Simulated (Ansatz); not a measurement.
**HfB: Boltzmann equation against the high-temperature formula (computed with Ansatz 0.2.0)**

Space group Fm-3m (No. 225), 2 atoms in the cell of the first input below: a = 3.384 Å, b = 3.384 Å, c = 3.384 Å, α = 60.00°, β = 60.00°, γ = 60.00°.

The cell was built from a prototype of a structure type listed for this compound, relaxed without spin–orbit coupling to zero pressure (pressure 0.1 GPa with this functional, without spin–orbit coupling). Functional: PBEsol.

Input:

```yaml
crystal:
  lattice:
    - [0.0, 2.3931546574, 2.3931546574]
    - [2.3931546574, 0.0, 2.3931546574]
    - [2.3931546574, 2.3931546574, 0.0]
  atoms:
    - { symbol: Hf, position: [0.5, 0.5, 0.5] }
    - { symbol: B, position: [0.0, 0.0, 0.0] }
basis:
  ecutwfc: 420
  ecutrho_ratio: 4
kpoints:
  mp_grid: { grid: [12, 12, 12] }
hamiltonian:
  xc: pbesol
scf:
  occupations: { method: methfessel_paxton, width: 0.2 }
output: {}
phonons:
  supercell: [2, 2, 2]
  qpath:
    path:
      - [[0.0, 0.0, 0.0], [0.5, 0.0, 0.5], [0.625, 0.25, 0.625]]
      - [[0.375, 0.375, 0.75], [0.0, 0.0, 0.0], [0.5, 0.5, 0.5], [0.5, 0.25, 0.75], [0.5, 0.0, 0.5]]
    npoints: 6
  electrical_resistivity: { mesh: [24, 24, 24], temperatures: [50, 100, 200, 300, 500] }
  superconductivity: { mesh: [24, 24, 24], eliashberg_equations: false }
```

```bash
ansatz run input.yaml --threads 8 --pin off --max-ram 15360MiB --backend cpu --events-out ev --progress --plain --runs-dir out
```

Time: 2.4 min on 8 threads of Intel(R) Xeon(R) Processor @ 2.50GHz (Skylake/Cascade Lake) (shared host), peak memory 2.1 GiB.

λ_tr,xx from the finest mesh down: 0.427, 0.428, 0.441. The next coarser mesh moves the resistivity at 300 K by 3 % along the axis that moves most.

The run gives λ_tr,xx = 0.427 and a Drude plasma energy ħω_p,xx = 7.13 eV.

Estimate the resistivity along x at 300 K from the high-temperature formula.

ħ/τ = 2π λ_tr k_B T = 0.0694 eV and ρ = 1/(ε0 ω_p² τ) = 10.15 μΩ cm. The Boltzmann solution gives 7.92 μΩ cm, so the estimate is 28 % high.

```json
{"T (K)": "50", "ρ_xx (μΩ cm)": "0.20", "ρ_zz (μΩ cm)": "0.20", "formula, xx": "1.69", "R_H, field along x, y or z (10⁻¹¹ m³/C)": "16.6"}
{"T (K)": "100", "ρ_xx (μΩ cm)": "1.20", "ρ_zz (μΩ cm)": "1.20", "formula, xx": "3.38", "R_H, field along x, y or z (10⁻¹¹ m³/C)": "14.4"}
{"T (K)": "200", "ρ_xx (μΩ cm)": "4.20", "ρ_zz (μΩ cm)": "4.20", "formula, xx": "6.77", "R_H, field along x, y or z (10⁻¹¹ m³/C)": "12.9"}
{"T (K)": "300", "ρ_xx (μΩ cm)": "7.92", "ρ_zz (μΩ cm)": "7.92", "formula, xx": "10.15", "R_H, field along x, y or z (10⁻¹¹ m³/C)": "12.4"}
{"T (K)": "500", "ρ_xx (μΩ cm)": "15.31", "ρ_zz (μΩ cm)": "15.31", "formula, xx": "16.92", "R_H, field along x, y or z (10⁻¹¹ m³/C)": "12.2"}
```

At 300 K the next coarser mesh moves R_H by under 1 %.

At 50 K the solution is 0.12 times the linear formula, and at 500 K 0.91 times. The formula is meant for temperatures above the phonon energies and for bands that vary little within k_B T.

Caveats: no spin-orbit coupling, which matters for these elements; not converged in the fine mesh; small supercell, couplings not converged in it.

The linear formula overestimates the phonon-limited resistivity at every temperature listed, but the gap closes steadily on heating, with the ratio of solution to formula rising from 0.12 at 50 K to 0.91 at 500 K. This is the expected freezing-out of phonons. The formula treats every mode as classically populated, whereas at low temperature mainly long-wavelength acoustic modes remain, and these scatter electrons through small angles and degrade the current little. Vibrations dominated by light boron probably lie highest in energy and are the last to contribute fully.

The positive Hall coefficient points to predominantly hole-like transport. This fits a rock-salt boride with one valence electron fewer than the carbide, which probably leaves bonding B p–Hf d states partly empty. Its fall on heating suggests that scattering becomes more even over the Fermi surface, rather than that the carrier density changes, so it shouldn't be converted directly into a hole count. Scattering from defects such as boron vacancies is absent here and could dominate a real sample at low temperature.
